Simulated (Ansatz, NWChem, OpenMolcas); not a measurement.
**How basis sets differ on BPH6 (SMILES [BH3-][PH3+])**

BPH6 has 8 atoms, charge 0, and is taken as a singlet. SMILES: `[BH3-][PH3+]`. Geometry: relaxed at PBE0-D4/def2-TZVP.

Quantity: the HOMO–LUMO gap, in eV. The values are calculated.

```tsv
level	kind	program	value (eV)	CPU time
HF/ANO-XS-MB (DKH2)	Hartree–Fock	OpenMolcas	18.43	1.7 s
HF/STO-3G	Hartree–Fock	OpenMolcas	21.10	1.5 s
HF/3-21G	Hartree–Fock	OpenMolcas	16.24	1.6 s
HF/def2-SV(P)	Hartree–Fock	Ansatz	15.89	0.19 s
HF/def2-SVP	Hartree–Fock	NWChem	15.86	4.2 s
HF/def2-SVPD	Hartree–Fock	NWChem	14.03	11 s
```

The values span 14.03 to 21.10 eV. A Hartree–Fock LUMO above zero doesn't converge with the basis: it sinks as sets grow more diffuse. Orbital gaps aren't excitation energies. Times are those of the runs behind each value, whatever else they computed, on shared processors of several kinds: orders of magnitude only.

The gap depends far more on the radial freedom of the basis than on polarisation. Both minimal sets give large gaps because their few empty orbitals are forced to be compact antibonding partners of the B–H, P–H and B–P σ bonds, with high kinetic energy. Splitting the valence shell relaxes this constraint, whereas adding p functions on hydrogen, the step from def2-SV(P) to def2-SVP, barely matters: 15.89 against 15.86 eV.

The further fall to 14.03 eV with def2-SVPD probably reflects a change in the character of the LUMO, from a valence σ* orbital towards a spread-out, continuum-like one. The HOMO, expected to be mainly B–H bonding on the hydridic borane side, should move much less. The two minimal sets also disagree with each other, which suggests sensitivity to the shape of the contracted functions; scalar relativity should be negligible for such light atoms. The narrowing from set to set is therefore no sign of a weaker dative B–P bond or of a more reactive molecule.
